# Angular content of the smooth Deep Potential descriptor

## 1. Premises and conventions

The model is the smooth edition of Deep Potential (DeepPot-SE; Zhang and co-workers, 2018) with two-body embedding.

**P1.** The energy is $E=\sum_i E_i$ with $E_i=\mathcal F(\mathcal D^{i})$. The fitting network $\mathcal F$ is smooth and otherwise arbitrary. The site index $i$ is dropped below.

**P2.** Neighbours $j=1,\dots,N$ sit at $\mathbf r_j=r_j\hat{\mathbf r}_j$ relative to the central atom, with $r_j<r_c$. The angle between $\hat{\mathbf r}_j$ and $\hat{\mathbf r}_k$ is $\theta_{jk}$.

**P3.** The radial weight is $s(r)=w(r)/r$, with $w=1$ for $r\le r_{cs}$ and $w=0$ for $r\ge r_c$. Between them we take
$$w=1-10x^3+15x^4-6x^5,\qquad x=\frac{r-r_{cs}}{r_c-r_{cs}},$$
whose first and second derivatives vanish at both ends. Sections 2 to 6 do not depend on the form of $w$.

**P4.** The environment matrix $R$ is $N\times4$ with rows $R_j=s_j\,(1,\hat{\mathbf r}_j)$, $s_j=s(r_j)$.

**P5.** The embedding matrix $G$ is $N\times M$ with $G_{jm}=g_m(s_j)$. The dimensionless functions $g_m$ depend on the scalar $s_j$ and on the species, never on a direction. $G^{<}$ holds the first $M_<\le M$ columns of $G$.

**P6.** The descriptor is the $M\times M_<$ matrix
$$\mathcal D=\frac{1}{N_c^2}\,G^{T}RR^{T}G^{<},$$
with $N_c$ a fixed integer. Write $D=N_c^2\mathcal D$ (unit m$^{-2}$) and $f_m(r)=g_m(s(r))\,s(r)$.

$P_l$ are Legendre polynomials, and $Y_{l\mu}$ are spherical harmonics orthonormal on the unit sphere.

## 2. Kernel and invariance

Row times row gives
$$(RR^T)_{jk}=s_js_k\,(1+\hat{\mathbf r}_j\cdot\hat{\mathbf r}_k)=s_js_k\,(1+\cos\theta_{jk}).\tag{1}$$
Contracting with $G$ and $G^<$,
$$D_{mn}=\sum_{j,k}f_m(r_j)\,f_n(r_k)\,(1+\cos\theta_{jk}).\tag{2}$$

- *Translation.* Only relative vectors enter (P2).
- *Rotation and reflection.* For $O\in O(3)$, $\hat{\mathbf r}_j\to O\hat{\mathbf r}_j$ sends $R\to R\Lambda^T$ with $\Lambda=1\oplus O$. Since $\Lambda^T\Lambda=\mathbb 1_4$, $RR^T$ is unchanged. $G$ is unchanged by P5.
- *Relabelling.* A permutation matrix $\Pi$ sends $R\to\Pi R$ and $G\to\Pi G$. Then $G^TR\to G^T\Pi^T\Pi R=G^TR$.
- *Smoothness.* Each term in (2) carries $s_js_k$, which vanishes smoothly at $r_c$.

Invariance holds under the full $O(3)$. Mirror images of an environment share one descriptor.

## 3. Legendre content

Since $P_0=1$ and $P_1(t)=t$, the kernel is $P_0+P_1$. Orthogonality gives its Legendre coefficients,
$$\frac{2l+1}{2}\int_{-1}^{1}(1+t)\,P_l(t)\,dt=\delta_{l0}+\delta_{l1}.$$
To place this in the general three-body expansion, define the moments of the neighbour density
$$c_{ml\mu}=\sum_jf_m(r_j)\,Y^*_{l\mu}(\hat{\mathbf r}_j).$$
The addition theorem, $\sum_\mu Y^*_{l\mu}(\hat{\mathbf a})Y_{l\mu}(\hat{\mathbf b})=\frac{2l+1}{4\pi}P_l(\hat{\mathbf a}\cdot\hat{\mathbf b})$, gives the power spectrum
$$p^{(l)}_{mn}\equiv\frac{4\pi}{2l+1}\sum_{\mu=-l}^{l}c_{ml\mu}\,c^*_{nl\mu}=\sum_{j,k}f_m(r_j)f_n(r_k)\,P_l(\cos\theta_{jk}).\tag{3}$$
Comparison of (2) with (3) yields
$$D=p^{(0)}+p^{(1)}.\tag{4}$$
Both kernels separate into a factor for $j$ and a factor for $k$, so the double sums factorise:
$$D_{mn}=A_mA_n+\mathbf B_m\cdot\mathbf B_n,\qquad A_m=\sum_jf_m(r_j),\qquad \mathbf B_m=\sum_jf_m(r_j)\,\hat{\mathbf r}_j.\tag{5}$$

Reading of (5):

- $p^{(0)}_{mn}=A_mA_n$ is a product of two radial sums. It is three-body in form and contains no angle.
- $p^{(1)}_{mn}=\mathbf B_m\cdot\mathbf B_n$ is the Gram matrix of $M$ radially weighted dipoles. All angular dependence of $D$ is here.
- The $j=k$ terms are two-body and add $\sum_jf_m(r_j)f_n(r_j)$ to each of the two parts.
- Two environments with equal $A_m$ and with $\mathbf B_m$ equal up to one common $O\in O(3)$ have equal $E_i$ for every $\mathcal F$, whatever their $c_{ml\mu}$ with $l\ge2$.

The last point concerns information, not the functional form of $E_i$. With two neighbours at fixed distances $D$ is linear in $\cos\theta_{12}$, and a nonlinear $\mathcal F$ can return any smooth function of it, $P_2(\cos\theta_{12})$ included. With many neighbours, $\mathcal F$ sees only the weighted sums of cosines in (2). A power of such a sum contains $\cos^2\theta_{jk}$ tied with fixed coefficients to cross terms $\cos\theta_{jk}\cos\theta_{j'k'}$, so $p^{(2)}$ cannot in general be isolated.

## 4. Rank, and the sum of the two channels

Let $T=G^TR$, an $M\times4$ matrix with rows $(A_m,\mathbf B_m)$, and $T_<$ its first $M_<$ rows. Then $D=TT_<^T$.

**Rank.** $\operatorname{rank}D\le4$, with at most 1 from $l=0$ and at most 3 from $l=1$.

**What $D$ fixes.** $D$ is unchanged under $T\to T\Lambda$ for any $\Lambda\in O(4)$, a larger group than $1\oplus O(3)$. Conversely, let $T_<$ have rank 4. The upper block $T_<T_<^T$ is a Gram matrix and fixes $T_<$ up to $O(4)$. Then $T=DT_<(T_<^TT_<)^{-1}$ fixes the remaining rows. So $D$ carries at most $4M-6$ independent numbers, 6 being the dimension of $O(4)$.

**Consequence.** $D$ holds the sum (4), not the two channels separately. Take $n$ like neighbours at one distance $r$, with $\boldsymbol\zeta=\sum_j\hat{\mathbf r}_j$. Then $D_{mn'}=f_m(r)f_{n'}(r)\,(n^2+\zeta^2)$. A trigonal bipyramid has $n=5$, $\zeta=0$. Four neighbours spaced evenly on a cone with half-angle cosine $3/4$ have $n=4$, $\zeta=3$, and adjacent bonds at $\arccos(9/16)=55.8^\circ$. Both give $n^2+\zeta^2=25$ and the same $D$.

## 5. Site-symmetry theorem

Let $\mathcal G$ be the point group that fixes the central atom and maps the neighbours inside $r_c$ onto neighbours of the same species. Let $\Gamma(g)$ be the $3\times3$ orthogonal matrix of $g\in\mathcal G$.

*Step 1.* Each $g$ permutes the neighbours: $\Gamma(g)\hat{\mathbf r}_j=\hat{\mathbf r}_{\pi(j)}$ with $r_{\pi(j)}=r_j$ and equal species. Hence $f_m(r_{\pi(j)})=f_m(r_j)$.

*Step 2.* Therefore $\Gamma(g)\mathbf B_m=\sum_jf_m(r_{\pi(j)})\,\hat{\mathbf r}_{\pi(j)}=\mathbf B_m$, because $\pi$ is a bijection.

*Step 3.* Average over the group: $\mathbf B_m=\mathcal P\,\mathbf B_m$ with $\mathcal P=|\mathcal G|^{-1}\sum_g\Gamma(g)$. The rearrangement theorem gives $\Gamma(h)\mathcal P=\mathcal P$ for all $h$, hence $\mathcal P^2=\mathcal P$. Also $\mathcal P^T=\mathcal P$, since $\Gamma(g)^T=\Gamma(g^{-1})$. So $\mathcal P$ projects onto the invariant vectors.

*Step 4.* The dimension of that subspace is the trace,
$$\nu=\operatorname{tr}\mathcal P=\frac1{|\mathcal G|}\sum_g\chi(g),\qquad\chi=\pm1+2\cos\varphi,\tag{6}$$
with $+$ for a rotation by $\varphi$ and $-$ for a rotation by $\varphi$ followed by reflection in the plane normal to the axis. A group is polar if $\nu>0$.

**Theorem.** $\operatorname{rank}p^{(1)}\le\nu$. For a non-polar $\mathcal G$, all $\mathbf B_m=0$, $p^{(1)}=0$, and $D_{mn}=A_mA_n$ has rank at most 1 for any trained $g_m$.

Evaluation of (6), class by class:

- Any group with inversion, $O_h$ included: $g$ and its product with inversion have $\Gamma$ and $-\Gamma$, so $\nu=0$.
- $T_d$ ($E$, $8C_3$, $3C_2$, $6S_4$, $6\sigma_d$): $(3+0-3-6+6)/24=0$.
- $D_{3h}$ ($E$, $2C_3$, $3C_2$, $\sigma_h$, $2S_3$, $3\sigma_v$): $(3+0-3+1-4+3)/12=0$.
- $C_{4v}$ ($E$, $2C_4$, $C_2$, four mirrors): $(3+2-1+4)/8=1$.

The polar groups are $C_1$ ($\nu=3$), $C_s$ ($\nu=2$), and $C_n$, $C_{nv}$ with $n\ge2$ ($\nu=1$). Sites of ideal fcc, bcc, hcp, diamond, rock-salt and zinc-blende crystals are all non-polar.

**Shell form and converse.** Group the neighbours into shells $p$ of equal distance $r_p$ and species, with count $n_p$ and direction sum $\boldsymbol\zeta_p=\sum_{j\in p}\hat{\mathbf r}_j$:
$$A_m=\sum_pf_m(r_p)\,n_p,\qquad\mathbf B_m=\sum_pf_m(r_p)\,\boldsymbol\zeta_p.\tag{7}$$
If the matrix $f_m(r_p)$ has full column rank, all $\mathbf B_m$ vanish exactly when every $\boldsymbol\zeta_p$ vanishes. A non-polar group is sufficient for this and not necessary: direction sums can cancel at low symmetry. The relevant group is that of the site within $r_c$, not the point group of the crystal.

## 6. Behaviour near a non-polar site

**First order.** $\delta p^{(1)}_{mn}=\delta\mathbf B_m\cdot\mathbf B_n+\mathbf B_m\cdot\delta\mathbf B_n=0$ when all $\mathbf B=0$. The $l=1$ channel of that site adds nothing to any force or to the stress in the symmetric configuration.

**Second order.** $p^{(1)}_{mn}=\delta\mathbf B_m\cdot\delta\mathbf B_n$ survives and enters the force constants. For displacements $\mathbf u_j$ of neighbours and $\mathbf u_0$ of the centre, use $\partial r/\partial r_\beta=\hat r_\beta$ and $\partial\hat r_\alpha/\partial r_\beta=(\delta_{\alpha\beta}-\hat r_\alpha\hat r_\beta)/r$. For one channel $f$,
$$\delta\mathbf B=\sum_jJ_j\,(\mathbf u_j-\mathbf u_0),\qquad J_j=f'(r_j)\,\hat{\mathbf r}_j\hat{\mathbf r}_j^T+\frac{f(r_j)}{r_j}\left(\mathbb 1-\hat{\mathbf r}_j\hat{\mathbf r}_j^T\right).\tag{8}$$
At a cubic site $\sum_jJ_j$ commutes with the group and is $K\mathbb 1$; the trace gives $K=\frac13\sum_j(f'+2f/r)$. $J_j$ has eigenvalues $f'$, $f/r$, $f/r$. For uncorrelated displacements with variance $\sigma^2$ per Cartesian component the cross terms average to zero, and
$$\langle|\mathbf B|^2\rangle=\sigma^2\,(3K^2+L),\qquad L=\sum_j\operatorname{tr}J_j^2=\sum_j\left(f'^2+\frac{2f^2}{r^2}\right).\tag{9}$$

**Homogeneous strain of a Bravais lattice.** Every site stays an inversion centre, so $\mathbf B_m=0$ at any strain. The energy per atom is $\Phi(A_1,\dots,A_M)$, an embedded-atom form with $M$ densities. With Lagrangian strain $\eta$, $r^2\to r^2+2\,\mathbf r^T\eta\,\mathbf r$. Write $f_m(r)=h_m(r^2)$, so $h_m'=f_m'/2r$. Then
$$\delta A_m=2\sum_jh_m'\,\mathbf r_j^T\eta\,\mathbf r_j+2\sum_jh_m''\,(\mathbf r_j^T\eta\,\mathbf r_j)^2+\dots$$
For a cubic lattice the linear term is $\alpha_m\operatorname{tr}\eta$ with $\alpha_m=\frac13\sum_jr_jf_m'(r_j)$. The quadratic term gives elastic constants proportional to $\sum_jh_m''\,r_\alpha r_\beta r_\gamma r_\delta$, symmetric in all four indices, which contribute equally to $C_{12}$ and $C_{44}$. The term $\frac12\sum_{mn}\Phi_{mn}\alpha_m\alpha_n(\operatorname{tr}\eta)^2$, with $\Phi_{mn}=\partial^2\Phi/\partial A_m\partial A_n$, adds equally to $C_{11}$ and $C_{12}$ and not to $C_{44}$. At zero stress, with $\Omega$ the volume per atom,
$$C_{12}-C_{44}=\frac1\Omega\sum_{mn}\Phi_{mn}\,\alpha_m\alpha_n.\tag{10}$$
The shear constants $C_{44}$ and $(C_{11}-C_{12})/2$ come from the effective pair function $\sum_m(\partial\Phi/\partial A_m)f_m(r)$ alone. The sign of (10) is free, since $\Phi_{mn}$ need not be positive definite.

## 7. Range of validity

1. Equations (1) to (7) are exact algebra under P1 to P6, for any number of species, any $s(r)$ and any weights.
2. An implementation may shift and rescale the columns of $R$. Rotational invariance allows an affine map $s\to\tilde s$ on the first column, and only a common factor $\lambda$ without shift on the other three. The kernel becomes $\tilde s_j\tilde s_k+\lambda^2s_js_k\cos\theta_{jk}$. The $l=0,1$ content, the rank bound and the theorem stand. The relative weight of the channels, and thus the shares in Section 8 and the particular pair in Section 4, change.
3. P5 is essential. Embeddings that take $\cos\theta_{jk}$ as input, attention weights built from angles, or message passing between sites carry $l\ge2$ and lie outside the result.
4. The theorem concerns the instantaneous configuration. Thermal motion gives $p^{(1)}=O(\sigma^2)$ by (9), valid for $\sigma\ll r_c-r_{cs}$ and $\sigma\ll r_j$. Phonon correlations between $\mathbf u_j$ and $\mathbf u_0$ alter the coefficient.
5. The statements are per site. Two structures must have the same total energy only if all their site descriptors match. A distortion unseen at one site is generally seen in the distances of other sites.
6. Nothing here bounds the quality of a fit. Distant shells encode structure radially, which can stand in for missing angular channels when $r_c$ is large enough.

## 8. Illustration: Al(100) surface atom against bulk

**Inputs.** fcc Al with a typical lattice constant $a\approx0.405$ nm. Ideal, unrelaxed termination with outward normal $+z$ and layer spacing $a/2=0.2025$ nm. Chosen cutoffs $r_{cs}=0.20$ nm and $r_c=0.60$ nm. The digits refer to this model geometry.

**Shells.** In units of $a/2$ the four shells inside $r_c$ are of type $(110)$, $(200)$, $(211)$, $(220)$. A top-layer atom keeps neighbours with $z\le0$, a second-layer atom those with $z\le+1$. The in-plane parts of $\boldsymbol\zeta_p$ cancel by $C_{4v}$, so only $\zeta_p\equiv\zeta_{p,z}$ is listed. Top layer: shell 1 has 4 atoms in plane and 4 at $z=-1$, so $\zeta_1=-4/\sqrt2$. Shell 2 has 4 in plane and 1 below. Shell 3 has 8 at $z=-1$ and 4 at $z=-2$, so $\zeta_3=-(8+8)/\sqrt6$. Shell 4 has 4 in plane and 4 at $z=-2$, so $\zeta_4=-8/\sqrt8$.

| $p$ | $r_p$ (nm) | $w$ | $s_p$ (nm$^{-1}$) | $n_p$ bulk | $n_p,\ \zeta_p$ layer 1 | $n_p,\ \zeta_p$ layer 2 |
|---|---|---|---|---|---|---|
| 1 | 0.2864 | 0.9291 | 3.244 | 12 | 8, $-2.828$ | 12, 0 |
| 2 | 0.4050 | 0.4766 | 1.177 | 6 | 5, $-1$ | 5, $-1$ |
| 3 | 0.4960 | 0.1143 | 0.2304 | 24 | 12, $-6.532$ | 20, $-3.266$ |
| 4 | 0.5728 | 0.002845 | 0.004968 | 12 | 8, $-2.828$ | 8, $-2.828$ |

In bulk ($O_h$) every $\zeta_p=0$. A third-layer atom first misses neighbours at height $3a/2=0.6075$ nm $>r_c$. Its site group in the half-crystal is $C_{4v}$, its environment within $r_c$ has $O_h$, and its descriptor equals the bulk one.

**One channel, $g=1$, $f=s$.** From (7) for the top layer, in nm$^{-1}$:
$$A=25.954+5.884+2.765+0.040=34.643,$$
$$B_z=-(9.176+1.177+1.505+0.014)=-11.872.$$

| site | $A$ (nm$^{-1}$) | $B_z$ (nm$^{-1}$) | $p^{(0)}$ (nm$^{-2}$) | $p^{(1)}$ (nm$^{-2}$) | $D$ (nm$^{-2}$) | $p^{(1)}/D$ |
|---|---|---|---|---|---|---|
| bulk | 51.58 | 0 | 2661 | 0 | 2661 | 0 |
| layer 2 | 49.46 | $-1.943$ | 2447 | 3.776 | 2450 | 0.154 % |
| layer 1 | 34.64 | $-11.87$ | 1200 | 140.9 | 1341 | 10.5 % |

From bulk to surface $D$ falls by 1320 nm$^{-2}$. The $l=0$ part falls by 1461 nm$^{-2}$ through lost coordination, and the $l=1$ part rises by 141 nm$^{-2}$.

**Shell-resolving channels.** Take $g_m=1$ on shell $m$ and 0 on the others. Then $D_{mn}=s_ms_n(n_mn_n+\zeta_m\zeta_n)$. The $l=1$ shares of the diagonal, $\zeta_p^2/(n_p^2+\zeta_p^2)$, are $1/9$, $1/26$, $8/35$, $1/9$ for the top layer, independent of $a$ and $s(r)$. The minor of shells 1 and 2 is
$$D_{11}D_{22}-D_{12}^2=s_1^2s_2^2\,(n_1\zeta_2-n_2\zeta_1)^2.$$
The bracket is $-8+10\sqrt2=6.142$ at the surface and 0 in bulk. The rank rises from 1 to $1+\nu=2$, as the theorem allows for $C_{4v}$.

**What is dropped.** For the first shell with $f=1$, (3) is $p^{(l)}=\sum_{jk}P_l(\cos\theta_{jk})$. The 64 ordered pairs at the surface have cosines $1,\frac12,0,-\frac12,-1$ with counts $8,24,12,16,4$. The 144 bulk pairs have counts $12,48,24,48,12$. With $P_2(\frac12)=-\frac18$, $P_3(\frac12)=-\frac7{16}$, $P_4(\frac12)=-\frac{37}{128}$, $P_2(0)=-\frac12$, $P_4(0)=\frac38$, and the same sum over the 12 neighbours of ideal hcp:

| first shell | $l=0$ | $l=1$ | $l=2$ | $l=3$ | $l=4$ |
|---|---|---|---|---|---|
| fcc bulk | 144 | 0 | 0 | 0 | 21/4 |
| ideal hcp | 144 | 0 | 0 | 5/6 | 49/36 |
| fcc(100) layer 1 | 64 | 8 | 1 | 1/2 | 79/16 |

$D$ keeps the first two columns. At the surface it holds the lowest anisotropic term and omits $l=2,3,4$, of which $l=4$ is comparable with $l=1$. In bulk the lowest anisotropic term is $l=4$, and $D$ holds no angle at all. Ideal hcp with the same nearest-neighbour distance $r_1$ has 12 neighbours at $r_1$ and 6 at $\sqrt2\,r_1$, as fcc has. Its next shell lies at $\sqrt{8/3}\,r_1=0.468$ nm. For $r_c$ below that the two stackings have identical $D$ and identical energy. With $r_c=0.60$ nm they differ, through the $A_m$ only.

**Size of the neglected displacements ($g=1$).** For bulk, the shell contributions to $K$ are $15.28$, $-17.31$, $-41.05$, $-2.08$ nm$^{-2}$, so $K=-45.15$ nm$^{-2}$ and $3K^2=6.12\times10^3$ nm$^{-4}$. Equation (9) has $L=9.59\times10^3$ nm$^{-4}$, larger than the centre term. With an illustrative $\sigma=0.010$ nm, $\langle p^{(1)}\rangle=0.61+0.96\approx1.6$ nm$^{-2}$. This is 1.1 % of the static top-layer value and of the same order as the static second-layer value.

For the surface, move the top layer outward by $\delta$ against the rigid layers below. By (8), $\delta B_z=-\delta\sum_{z_j<0}J_{j,zz}$, and the sum is $-51.06$ nm$^{-2}$. An illustrative 2 % expansion of the first spacing, $\delta=0.00405$ nm, gives $\delta B_z=+0.21$ nm$^{-1}$. It lowers $|B_z|$ by 1.7 % and $p^{(1)}$ by 3.5 % to linear order. The site group stays $C_{4v}$ and the rank of $D$ stays at most 2.